# Generation-recombination conductance of bulk traps in an inverted MOS capacitor

An inversion layer on p-type silicon has no contact to a supply of electrons. When the gate voltage oscillates, the electrons must be made and destroyed thermally, and near room temperature most of this happens at bulk traps in the depletion layer. The statement I want to test is that the traps act as a conductance per area

$$G_0=\frac{q\,n_i}{\tau_0\,\mathcal E_i},\qquad \mathcal E_i\approx\sqrt{2qN\phi_B/\varepsilon_s},$$

where $\mathcal E_i$ is the field at the plane where $n=p=n_i$ and $\phi_B=(kT/q)\ln(N/n_i)$. I will solve the smallest model that contains it: two bands, one level and a uniform field. The formula comes out exactly at zero frequency, and the same model shows where it stops holding.

## One level, three legs

The conventions are these. Signals vary as $e^{j\omega t}$ and statistics are nondegenerate. There are $N_T$ traps per volume at the intrinsic level, with degeneracy factor one and the same capture coefficient $c$ for both carriers, so $\tau_0=1/(cN_T)$. In equilibrium $n=n_ie^{u}$ and $p=n_ie^{-u}$, with $u=(E_F-E_i)/kT$ running from $-u_B=-\ln(N/n_i)$ in the bulk to positive values at the surface. The occupancy is $f=1/(1+e^{-u})$.

The Shockley-Read-Hall net capture rates are

$$r_n=cN_T[n(1-f)-n_if],\qquad r_p=cN_T[pf-n_i(1-f)],\qquad N_T\dot f=r_n-r_p .$$

Let the electron, hole and trap quasi-Fermi levels shift by $\eta_n,\eta_p,\eta_T$ and the local bands by $\eta_b$, all in units of $kT$. Then $\delta n=n(\eta_n-\eta_b)$, $\delta p=-p(\eta_p-\eta_b)$ and $\delta f=f(1-f)(\eta_T-\eta_b)$. Using $(n+n_i)f=n$ and $(p+n_i)(1-f)=p$, the band shift drops out of the rates:

$$\delta r_n=g_n(\eta_n-\eta_T),\quad g_n=\frac{n_i f}{\tau_0};\qquad \delta r_p=g_p(\eta_T-\eta_p),\quad g_p=\frac{n_i(1-f)}{\tau_0}.$$

The balance equation becomes $j\omega N_Tf(1-f)(\eta_T-\eta_b)=g_n(\eta_n-\eta_T)-g_p(\eta_T-\eta_p)$. This is Kirchhoff's law at one node, the trap, with three legs: a conductance to the conduction band, a conductance to the valence band and a capacitance to the local electrostatic potential.

## Zero frequency

At $\omega=0$ the capacitive leg is open and the two conductances are in series. Since $g_n+g_p=n_i/\tau_0$,

$$U=\frac{g_ng_p}{g_n+g_p}(\eta_n-\eta_p)=\frac{n_i}{\tau_0}f(1-f)\,\frac{q\,\delta V}{kT},\qquad f(1-f)=\frac{1}{4\cosh^2(u/2)},$$

with $q\,\delta V$ the splitting of the quasi-Fermi levels. This is the linearised form of $U=(np-n_i^2)/[\tau_0(n+p+2n_i)]$. In a uniform field a slab of thickness $dx$ spans $du=dx/\ell$ with $\ell=kT/(q\mathcal E_i)$, and $df=f(1-f)\,du$. The current density is therefore

$$\delta J=q\int U\,dx=\frac{qn_i\,\delta V}{\tau_0\mathcal E_i}\int_0^1 df=G_0\,\delta V .$$

The numerical factor is exactly one, and $kT$ has cancelled between the linearisation and the width of the active layer.

**Question.** *You held both quasi-Fermi levels flat across the active layer. Is that safe?*

Where the levels matter most, at $u\approx0$, each carrier must be carried off towards its own side over a length of order $\ell$, with conductance of order $q\mu n_i/\ell$. We shall see that this exceeds $G_0$ by more than seven orders of magnitude.

## Numbers

I assume $T=300$ K, $N=10^{21}$ m$^{-3}$ ($10^{15}$ cm$^{-3}$) and $\tau_0=10\ \mu$s. The compiled static permittivity is 11.7 (Ioffe Institute) and the compiled gap 1.12 eV (Wing 2021). Typical inputs are $n_i=1.0\times10^{16}$ m$^{-3}$, an electron mobility of 0.135 m$^2$/(V s) and an SiO$_2$ permittivity of 3.9.

Then $kT/q=25.85$ mV, $u_B=11.51$ and $\phi_B=0.2976$ V. The depletion approximation gives $\mathcal E_i=9.59\times10^{5}$ V/m and $\ell=26.9$ nm, so the model's conductance is

$$G_0=1.67\times10^{-4}\ \text{S/m}^2 .$$

The transport conductance $q\mu_n n_i/\ell$ is $8.0\times10^{3}$ S/m$^2$, which settles the last question. The peak of $f(1-f)$ has a full width at half maximum of $4\,\mathrm{arcosh}\sqrt2\;\ell=95$ nm, while the depletion width at a surface potential $\psi_s=2\phi_B$ is $W=877$ nm. Applying the peak rate to the whole of $W$ would overestimate the conductance by $W/4\ell=8.1$.

**Question.** *The real field is not uniform. How much does that cost?*

Integrating Poisson's equation once, with the hole tail at the depletion edge kept, gives $\mathcal E^2=(2kTN/\varepsilon_s)(u_B-1+u)$ near $u=0$. The weight $f(1-f)$ is even with $\langle u^2\rangle=\pi^2/3$, so expanding $1/\mathcal E$ to second order,

$$\frac{G}{G_0}\approx\sqrt{\frac{u_B}{u_B-1}}\left[1+\frac{\pi^2}{8(u_B-1)^2}\right]=1.046\times1.011=1.06 .$$

The quoted field is good to about 6 per cent here, which makes $G\approx1.8\times10^{-4}$ S/m$^2$. I keep $G_0$ as the unit below.

## What the capacitor does with it

In strong inversion the inversion-layer capacitance is much larger than the oxide capacitance $C_{ox}$, and I treat it as a short circuit between the electron level and the surface potential. The silicon is then $G_0$ in parallel with $C_D=\varepsilon_s/W$, in series with the oxide:

$$Y_{MOS}=\frac{j\omega C_{ox}(G_0+j\omega C_D)}{G_0+j\omega(C_{ox}+C_D)},\qquad \mathrm{Re}\,Y_{MOS}=\frac{\omega^2C_{ox}^2G_0}{G_0^2+\omega^2(C_{ox}+C_D)^2}.$$

The capacitance falls from $C_{ox}$ to the series value around $\omega_{inv}=G_0/(C_{ox}+C_D)$. With an assumed 10 nm oxide, $C_{ox}=3.45\times10^{-3}$ and $C_D=1.18\times10^{-4}$ F/m$^2$, so $\omega_{inv}/2\pi=7.4$ mHz in the model. Above that frequency the terminal conductance levels off at $[C_{ox}/(C_{ox}+C_D)]^2G_0=0.93\,G_0$.

**Question.** *Does that plateau go on to kilohertz, where one would actually use a bridge?*

It does not. The traps have a time constant of their own, and the third leg must be closed.

## Finite frequency in closed form

Dividing the trap capacitance by $g_n+g_p$ gives $s=j\omega\tau_T$ with

$$\tau_T=4\tau_mf(1-f),\qquad \tau_m=\frac{1}{4cn_i}=\frac{N_T\tau_0}{4n_i}.$$

The lifetime alone does not fix $\tau_m$. With an assumed cross-section of $10^{-19}$ m$^2$ and a typical thermal speed of $10^5$ m/s, $c=10^{-14}$ m$^3$/s and $N_T=10^{19}$ m$^{-3}$, so $\tau_m=2.5$ ms and $1/(2\pi\tau_m)=63.7$ Hz.

Well above $\omega_{inv}$ the drive is known. Holes follow the grounded back contact, $\eta_p=0$. The inversion charge is frozen, so $\eta_n$ equals the band shift at the surface; call it 1. The signal charge sits at the depletion edge, so the signal potential is linear in depth and the band shift at the active layer is $\eta_b=r$, the distance from the edge divided by $W$. In the depletion approximation $r=\sqrt{\phi_B/\psi_s}$.

Eliminating the trap node turns the star into three branches. In units of $n_i/\tau_0$ they are $f(1-f)/(1+s)$ between the two bands, $fs/(1+s)$ between electrons and potential, and $(1-f)s/(1+s)$ between holes and potential. In a reciprocal network a weak added branch changes the input admittance by its own admittance times the square of the unperturbed voltage fraction across it. Here the fractions are 1, $1-r$ and $r$. The branches are weak because the total trap capacitance $qN_T/\mathcal E_i$ is a fraction $N_T/N=0.01$ of the capacitance $qN/\mathcal E_i$ between the active layer and the edge.

Set $\Omega=\omega\tau_m$ and $z=j\Omega$, hold $r$ and the field constant, and use $du=df/[f(1-f)]$:

$$\frac{Y}{G_0}=\int_0^1\frac{1+4z\,[f(1-r)^2+(1-f)r^2]}{1+4zf(1-f)}\,df .$$

The denominator is symmetric under $f\to1-f$, so $f$ and $1-f$ in the bracket may each be replaced by one half. With $f=(1+t)/2$,

$$\frac{Y}{G_0}=(1+4\kappa z)\,I(z),\qquad \kappa=\frac{r^2+(1-r)^2}{2},\qquad I(z)=\int_0^1\frac{dt}{1+z(1-t^2)}=\frac{\mathrm{arsinh}\sqrt z}{\sqrt{z(1+z)}} .$$

$I(z)$ is the band-to-band branch alone. From $I=1-\tfrac23z+\tfrac8{15}z^2-\dots$ and $I\to\ln(4z)/2z$ the limits are

$$\mathrm{Re}\,\frac{Y}{G_0}=1+\tfrac83\left(\kappa-\tfrac15\right)\Omega^2+\dots\quad(\Omega\ll1),\qquad \mathrm{Re}\,\frac{Y}{G_0}\to2\kappa\ln4\Omega\quad(\Omega\gg1).$$

Since $\kappa\ge1/4$, the loss first rises for any $r$. For $\psi_s=2\phi_B$, $r=1/\sqrt2$ and $\kappa=1-1/\sqrt2=0.293$:

| $\Omega$ | $\omega/2\pi$ (Hz) | $\mathrm{Re}\,I$ | $\mathrm{Re}\,Y/G_0$ | $2\kappa\ln4\Omega$ |
|---|---|---|---|---|
| 0.1 | 6.37 | 0.995 | 1.002 | |
| 1 | 63.7 | 0.690 | 1.170 | |
| 10 | 637 | 0.085 | 2.19 | 2.16 |
| 100 | 6366 | 0.008 | 3.51 | 3.51 |

At $\omega_{inv}$ itself $\Omega=1.2\times10^{-4}$. The passage from the low-frequency to the high-frequency capacitance curve is therefore governed by $G_0$ without correction, and the plateau at $G_0$ spans nearly four decades, from millihertz to tens of hertz.

**Question.** *The band-to-band branch dies, yet the loss grows. What is dissipating?*

Traps that exchange with one band only. On the bulk side $f\to0$, so $g_p\to n_i/\tau_0$: the equilibrium exchange with the valence band is limited by emission and does not depend on depth. A trap leg is resistive as long as the trap cannot follow, $\omega\tau_T>1$, and since $\tau_T\approx4\tau_me^{-|u|}$ this holds out to $|u|=\ln4\Omega$. The lossy layer has thickness $\ell\ln4\Omega$ on each side, weighted by $r^2$ on the hole side and $(1-r)^2$ on the electron side, which sums to $2\kappa\ln4\Omega$.

**Question.** *Then at high frequency the layer is thick and your constants are not constant.*

Correct, and the table is exact only for the uniform model. Letting $\mathcal E\propto\sqrt{1+u/u_B}$ and $r=\sqrt{(1+u/u_B)/2}$ vary inside the integral lowers the loss by about a tenth at $\Omega=10$ and about a fifth at $\Omega=100$. When $\ln4\Omega$ approaches $u_B$ the layer reaches the depletion edge and the model fails. Also, the large inversion capacitance that I assumed needs $\psi_s$ somewhat above $2\phi_B$. At $2\phi_B+6kT/q$ one has $r=0.63$ and $\kappa=0.267$, about 9 per cent lower.

## Temperature

Define the apparent activation energy $E_a=kT^2\,d\ln G_0/dT$, with $\tau_0$ held constant and $n_i\propto T^{3/2}e^{-E_g/2kT}$. For $n_i$ alone,

$$E_n=\tfrac12\left(E_g-T\,\frac{dE_g}{dT}\right)+\tfrac32kT .$$

Because $\mathcal E_i\propto\sqrt{Tu_B}$ and $kT^2\,du_B/dT=-E_n$,

$$E_a=E_n+\frac{E_n-u_BkT}{2u_B}.$$

With a constant gap, $E_n=0.560+0.039=0.599$ eV, the field adds 0.013 eV, and $E_a=0.61$ eV. A typical $dE_g/dT=-0.27$ meV/K adds 0.04 eV and gives 0.65 eV. So half the gap names the exponential correctly, but the slope of an Arrhenius plot in this model lies 0.05 to 0.09 eV above 0.56 eV. At fixed high frequency the logarithm works the other way: $\tau_m\propto1/n_i$ for constant $c$, so the slope falls by $E_n/\ln4\Omega$, which is 0.10 eV at $\Omega=100$ for the constant gap and fixed $\kappa$.

**Question.** *What about electrons diffusing in from the neutral bulk?*

That path is in parallel. In the bulk the excess density at the edge is $(n_i^2/N)\,q\,\delta V/kT$ and decays over $L_n=\sqrt{D_n\tau_0}$, so for a substrate thick compared with $L_n$, and $\omega\tau_0\ll1$, $G_d=q\mu_nn_i^2/(NL_n)$. With $D_n=\mu_nkT/q=3.49\times10^{-3}$ m$^2$/s and $L_n=187\ \mu$m, $G_d=1.16\times10^{-5}$ S/m$^2$, a fraction 0.069 of $G_0$ and as large as the field correction. It is activated with the full gap. If only the factor $e^{-E_g/2kT}$ in the ratio is allowed to change, the two are equal near $3.4\times10^2$ K, and above that the half-gap slope is lost.

**Question.** *How special are midgap and equal lifetimes?*

Both generalise in closed form at zero frequency in the uniform field, through

$$\int_{-\infty}^{\infty}\frac{du}{2\cosh u+2\cosh\epsilon}=\frac{\epsilon}{\sinh\epsilon}.$$

For equal lifetimes and a level at $\epsilon kT$ from $E_i$, the denominator of $U$ is $\tau_0(n+p+2n_i\cosh\epsilon)$ and $G=G_0\,\epsilon/\sinh\epsilon$. At $\epsilon=4$, only 0.10 eV off, the factor is 0.147. For a midgap level with $\tau_n\neq\tau_p$, the denominator $\tau_p(n+n_i)+\tau_n(p+n_i)$ equals $2n_i\sqrt{\tau_n\tau_p}\,[\cosh(u+\lambda)+\cosh\lambda]$ with $\lambda=\frac12\ln(\tau_p/\tau_n)$. Then $1/\tau_0$ is replaced by $\ln(\tau_p/\tau_n)/(\tau_p-\tau_n)$, and the field is to be taken at $u=-\lambda$.

**Question.** *Should I expect $1.7\times10^{-4}$ S/m$^2$ from a real wafer with a 10 µs lifetime?*

Not without knowing which lifetime that is. The number is the model's, and in the model one $\tau_0$ fixes both the recombination in the neutral bulk and the generation in the depletion layer. As typical knowledge, generation lifetimes in silicon exceed recombination lifetimes by one to two orders of magnitude, because the levels lie off midgap. For a level at $\epsilon kT$ from $E_i$ with equal capture coefficients, the recombination lifetime in the bulk stays $\tau_0$, while setting $n=p=0$ in $U$ gives a generation lifetime $2\tau_0\cosh\epsilon$. Ratios of 10 and 100 then mean $\epsilon=2.3$ and 4.6. If 10 µs is a recombination lifetime, the midgap model overestimates the trap conductance by $\sinh\epsilon/\epsilon$, a factor of 2.1 to 11, much less than the lifetime ratio itself. The diffusion path then carries 0.15 to 0.75 of the trap conductance at 300 K, which is no longer negligible but does not yet dominate. Generation at the gate perimeter, or an inverted surface outside the gate, pushes the terminal conductance the other way. Read backwards, a low-frequency conductance defines an effective $\tau_0=qn_i/(G\mathcal E_i)$ for the depletion layer, provided that $\omega\tau_m\ll1$ and that the diffusion part has been removed.